Dear colleague,

Four changes to your Yb:YAG experiment at 1030 nm can be predicted from two relations. Take lower Stark level i and upper level j, each manifold thermalised. Absorption and emission share one line strength and differ only in Boltzmann weights. With hν = E_j − E_i this gives McCumber reciprocity,

σ_e(ν) = σ_a(ν) (Z_l/Z_u) exp[(E_ZL − hν)/kT],

each Z counted from its manifold's lowest level, E_ZL being the gap between those levels. Spontaneous emission is stimulated emission at one photon per mode, so 1/τ_rad = 8πn²c ∫σ_e λ⁻⁴ dλ, and reciprocity then gives τ_rad from absorption alone. Equivalently (Füchtbauer–Ladenburg; isotropic host, vacuum wavelengths, I the power per unit wavelength, branching β = 1 for Yb³⁺),

σ_e(λ) = βλ⁵I(λ) / (8πn²c τ_rad ∫λI dλ).

A narrow Lorentzian of full width Δλ carrying a share b of the photons peaks at σ_e = bλ⁴/(4π²n²c τ_rad Δλ).

Approximate inputs: Kramers doublets at 0, 565, 612, 785 and 10327, 10624, 10679 cm⁻¹, n = 1.82, τ_rad = 0.95 ms, Δλ = 9 nm, λ = 1030 nm. I chose b = 0.6 to reproduce the typical peak; the model gives 2.0×10⁻²⁰ cm². The line ends on 612 cm⁻¹, so hν = 9715 cm⁻¹ and Δ = E_ZL − hν = 612 cm⁻¹. I follow r = σ_a/σ_e = (Z_u/Z_l) exp(−Δ/kT) and the excited fraction for transparency, f = r/(1 + r). At 300 K, kT = 208.5 cm⁻¹, Z_l = 1.14, Z_u = 1.43, r = 0.066, f = 6.2 %.

1. Heating to 400 K. The terminal level fills, so r rises; both Z grow alike, so the exponential, ×2.1, should be nearly everything. Indeed Z_l = 1.30, Z_u = 1.63, Z_u/Z_l stays 1.25, and r = 0.14, f = 12 %. For σ_e I let the line start from the lowest upper doublet with fixed rate A, so b/τ_rad = A/Z_u. Depletion alone gives ×0.88. Broadening rivals this, and neither relation predicts it. I assume Δλ ∝ T, chosen to reproduce the roughly fourfold rise typical near 100 K. Then Δλ = 12 nm adds ×0.75, and the model's σ_e is 1.3×10⁻²⁰ cm².

2. Cooling to 100 K. The exponential lowers r by 3.5×10², and Z_u/Z_l, heading for 1, helps a little. With Z_l = 1.00 and Z_u = 1.02, r = 1.5×10⁻⁴, down by 4.3×10²: a four-level laser. Population gives σ_e ×1.40, narrowing to 3 nm a further ×3, and the model's σ_e is 8.4×10⁻²⁰ cm².

3. Tuning to the 785 cm⁻¹ level at 300 K (9542 cm⁻¹, 1048 nm). The Z are untouched and Δ grows by 173 cm⁻¹, a little under kT, so r should roughly halve. The factor is 0.44, giving r = 0.029 and f = 2.8 %. A weakly pumped, low-loss cavity can therefore prefer this line; σ_e there needs your I(λ).

4. A thicker sample. True cross sections and r stay put, but emitted photons are reabsorbed, with average probability p, or p_L for those in the laser line. With unit quantum efficiency and uniform p the decay time is τ_rad/(1 − p), 1.2 ms for an illustrative p = 0.2. Used with an undistorted spectrum, it makes σ_e 20 % too low. The escaping light, however, holds the share b(1 − p_L)/(1 − p) in the line, so spectrum and decay time from the same sample yield σ_e(1 − p_L). The shortfall is then set by the weak reabsorption at 1030 nm alone, where the model's σ_a = rσ_e is 1.3×10⁻²¹ cm².

A doubt of 10 cm⁻¹ in Δ moves r by 5 % at 300 K and 15 % at 100 K, hence two figures. The factor 1/r multiplies noise in σ_a too, so the absorption route to τ_rad fails when cold.